Dear Marta,

The peak near 1.5 eV in the optical conductivity of aluminium can be modelled with two plane waves and a $2\times2$ matrix. The result is due to Harrison (1966) and to Ashcroft and Sturm (1971). I use independent electrons, a local pseudopotential (so the velocity operator is $\mathbf p/m$), no local fields, and $T=0$ at first.

**Two waves.** Take a reciprocal-lattice vector $\mathbf G$ with a real Fourier component $V$, and write $\mathbf k=\mathbf G/2+\mathbf q$, with $\kappa$ the component of $\mathbf q$ along $\mathbf G$ and $q_\perp$ the length of its part in the Bragg plane. In the basis $|\mathbf k\rangle,|\mathbf k-\mathbf G\rangle$,

$$H=\bar\varepsilon+\begin{pmatrix}\Delta&V\\V&-\Delta\end{pmatrix},\qquad \bar\varepsilon=\frac{\varepsilon_G}{4}+\frac{\hbar^2(\kappa^2+q_\perp^2)}{2m},\qquad \Delta=\frac{\hbar^2G\kappa}{2m},$$

with $\varepsilon_G=\hbar^2G^2/2m$. The bands are $E_\pm=\bar\varepsilon\pm W$, $W=\sqrt{\Delta^2+V^2}$. Their separation $2W$ does not contain $q_\perp$: on every plane of fixed $\kappa$ the two bands are exactly parallel.

The velocity operator is $\hbar\mathbf q/m+(\hbar\mathbf G/2m)\tau_z$, with $\tau_z=\mathrm{diag}(1,-1)$. The first term cannot connect the bands, and $|\langle+|\tau_z|-\rangle|=|V|/W$, so

$$|\mathbf v_{+-}|=\frac{\hbar G}{2m}\,\frac{|V|}{W},\qquad \mathbf v_{+-}\parallel\mathbf G .$$

**Conductivity.** For a field along $\mathbf G$ the golden rule gives the absorptive part, with a factor 2 for spin:

$$\sigma_\parallel(\omega)=\frac{\pi e^2}{\omega}\,\frac{2}{(2\pi)^3}\int d\kappa\,A(\kappa)\,|v_{+-}|^2\,\delta(2W-\hbar\omega).$$

$A(\kappa)$ is the area in the plane where the lower state is full and the upper one empty, $E_F-W<\bar\varepsilon<E_F+W$. This is an annulus. Since $\pi\,d(q_\perp^2)=(2\pi m/\hbar^2)\,d\bar\varepsilon$, its area is $A=(2\pi m/\hbar^2)\,2W$ as long as the inner radius is real, whatever $E_F$ is. The delta function has two roots $\pm\kappa$, each with slope

$$\left|\frac{d(2W)}{d\kappa}\right|=\frac{\hbar^2G}{m}\,\frac{\sqrt{(\hbar\omega)^2-(2V)^2}}{\hbar\omega}.$$

Multiplying out, the mass cancels:

$$\sigma_\parallel(\omega)=\frac{e^2G}{4\pi\hbar}\,F(\hbar\omega),\qquad F=\frac{(2V)^2}{\hbar\omega\sqrt{(\hbar\omega)^2-(2V)^2}},$$

and zero below $2|V|$. The inverse square root is a one-dimensional van Hove singularity in a three-dimensional metal: the gap depends on $\kappa$ alone and has its minimum at $\kappa=0$.

**The general statement.** The pair $(\mathbf k,\mathbf k-\mathbf G)$ is also the pair that $-\mathbf G$ mixes, so integrating over both signs of $\kappa$ has already counted $\mathbf G$ and $-\mathbf G$. A family of $M_G$ equivalent vectors holds $M_G/2$ such pairs, and in a cubic crystal the squared direction cosines average to $1/3$. If the pairs act independently,

$$\sigma(\omega)=\frac{M_G}{2}\cdot\frac13\,\sigma_\parallel=M_G\,\frac{e^2G}{24\pi\hbar}\,\frac{(2V)^2}{\hbar\omega\,[(\hbar\omega)^2-(2V)^2]^{1/2}} .$$

Here $M_G$ counts $\mathbf G$ and $-\mathbf G$ separately, and the expression reads the same in SI and Gaussian units. For the (200) family the counting is easy to verify. With the field along $x$, only $\pm(2,0,0)\,2\pi/a$ has a velocity matrix element along the field, so the single $2\times2$ problem is the whole family, and $M_G=6$ gives $6/24\pi=1/4\pi$.

**Range of validity.** On resonance $\hbar^2\kappa^2/2m=[(\hbar\omega)^2-4V^2]/4\varepsilon_G$. The inner radius of the annulus vanishes at $\hbar\omega_0$ and the outer one at $\hbar\omega_1$:

$$\hbar\omega_{0}=2\sqrt{\varepsilon_GE_F+V^2}-\varepsilon_G,\qquad \hbar\omega_{1}=2\sqrt{\varepsilon_GE_F+V^2}+\varepsilon_G .$$

The formula is exact in the model for $2|V|<\hbar\omega<\hbar\omega_0$. This window exists only if $E_F>\varepsilon_G/4+|V|$, that is, if the upper band holds electrons, which is how polyvalency enters. Between $\omega_0$ and $\omega_1$ the annulus has become a disc, and $F$ is multiplied by $\hbar(\omega_1-\omega)(\omega+\omega_0)/(4\varepsilon_G\,\omega)$.

**Aluminium.** As inputs take the fcc lattice constant, approximately $a=4.05$ Å, three electrons per atom (density $n=12/a^3$), and the free-electron $E_F=(\hbar^2/2m)(3\pi^2n)^{2/3}$. I set $2|V_{200}|=1.5$ eV to put the edge at the peak, so the position is an input; the model supplies the shape and the strength. With $\hbar^2/2m=3.81$ eV Å$^2$ one finds $G=4\pi/a=3.103$ Å$^{-1}$, $\varepsilon_G=36.7$ eV, $\varepsilon_G/4=9.17$ eV, $E_F=11.65$ eV, $\hbar\omega_0=4.7$ eV and $\hbar\omega_1=78$ eV. The prefactor is $\sigma_0=e^2G/4\pi\hbar=6.01\times10^5$ S/m, or $5.4\times10^{15}$ s$^{-1}$ in Gaussian units. With $\epsilon_2=\sigma/\epsilon_0\omega$ (SI), the model gives

| $\hbar\omega$ (eV) | $F$ | $\sigma$ ($10^5$ S/m) | $\epsilon_2$ |
|---|---|---|---|
| 1.6 | 2.53 | 15 | 71 |
| 2.0 | 0.850 | 5.1 | 19 |
| 2.5 | 0.450 | 2.7 | 8.0 |
| 4.0 | 0.152 | 0.91 | 1.7 |

The absorbing states hug the Bragg plane: at 2.0 eV, $|\kappa|=0.056$ Å$^{-1}$.

The area under the peak survives broadening, which makes it the best quantity to extract:

$$\int_{2|V|}^{\hbar\omega}F(E)\,dE=2|V|\arccos\frac{2|V|}{\hbar\omega}.$$

It is linear in $|V|$ when $\hbar\omega_0\gg2|V|$, although the matrix element enters squared. The reason is that the slab of strong mixing has a thickness proportional to $|V|$, and inside it $|v_{+-}|^2A/\omega$ is of order $V^0$. Up to $\hbar\omega_0$ the integral is 1.87 eV. The f-sum rule gives $\int\sigma\,d\omega=(\pi/2)\epsilon_0\omega_p^2$ with $\omega_p^2=ne^2/\epsilon_0m$, here $\hbar\omega_p=15.8$ eV. The (200) absorption below $\omega_0$ therefore carries a fraction 0.21 of the conduction-electron weight, and the Drude term loses at least that much.

**What to allow for in a fit.**

*Temperature.* Fermi functions replace $2W$ in the area by $\int d\bar\varepsilon\,[f(E_-)-f(E_+)]$, which still equals $2W$ up to terms of order $k_BT\,e^{-\mu/k_BT}$, where $\mu$ is the depth of the upper-band state at $q_\perp=0$ below $E_F$. At the edge $\mu=E_F-\varepsilon_G/4-|V|=1.73$ eV, against $k_BT=0.026$ eV at 300 K. Thermal smearing of the occupations does nothing to this edge. A temperature dependence must come through $V$, the lattice constant or the scattering rate.

*Lifetime.* Near the edge $F\simeq\sqrt{|V|/\delta}$ with $\delta=\hbar\omega-2|V|$. Folding with a Lorentzian of half-width $\gamma$, a phenomenological choice, turns $\delta^{-1/2}$ into $\sqrt{(r+\delta)/2}\,/\,r$ with $r=\sqrt{\delta^2+\gamma^2}$. This has its maximum at $\delta=\gamma/\sqrt3$, with height $0.806/\sqrt\gamma$. For a typical $\gamma=0.1$ eV the maximum lies about 0.06 eV above $2|V|$ and reaches $2.2\,\sigma_0$ at this leading order; folding the full $F$ gives $2.05\,\sigma_0$ at the same energy. Reading $2|V|$ off the maximum overestimates it.

*Backgrounds.* A Drude term $\epsilon_0\omega_p^2\Gamma/(\omega^2+\Gamma^2)$ with a typical $\hbar\Gamma=0.1$ eV and the full $\omega_p$ gives $0.84\times10^5$ S/m at 2.0 eV, an upper estimate for that $\Gamma$ because of the transferred weight. The (111) family has $M_G=8$, $G=2\pi\sqrt3/a$ and prefactor $6.94\times10^5$ S/m; with a typical $2|V_{111}|=0.5$ eV its tail adds $0.45\times10^5$ S/m there. Both must be added to the 5.1 of the table.

*A third wave.* This is the main limit of the model. At $\kappa=0$ the annulus runs from $q_\perp=0.67$ to $0.92$ Å$^{-1}$. The (111) Bragg planes cut the (200) plane along four lines at $\sqrt2\pi/2a=0.55$ Å$^{-1}$ from its centre, the edges of the square zone face and their extensions, and these lines cross the annulus. In units of $2\pi/a$, the waves $(\pm1,y,z)$ both couple through $V_{111}$ to $(0,y-1,z-1)$. The symmetric combination of the pair feels $\sqrt2\,|V_{111}|=0.35$ eV and the antisymmetric one nothing, so there the bands stop being parallel. The energy mismatch with the third wave grows by $2(\hbar^2/2m)\,2\pi\sqrt2/a=16.7$ eV per Å$^{-1}$ away from a line. It stays below 0.35 eV over a strip 0.042 Å$^{-1}$ wide, displaced from the line by the shift $\pm|V_{200}|$ of the symmetric level, which I ignore in this estimate. The four lines have 2.8 Å$^{-1}$ of length inside the annulus, whose area is 1.24 Å$^{-2}$, so roughly a fraction 0.1 of it is strongly disturbed. Elsewhere second-order shifts $2V_{111}^2/(\text{mismatch})$ remain, 0.06 eV at a mismatch of 2 eV, comparable with $\gamma$. A $\gamma$ fitted to the two-wave line shape therefore contains band-structure broadening as well as scattering, and heights near the edge should be trusted to no better than about ten per cent.

With regards,
Tomas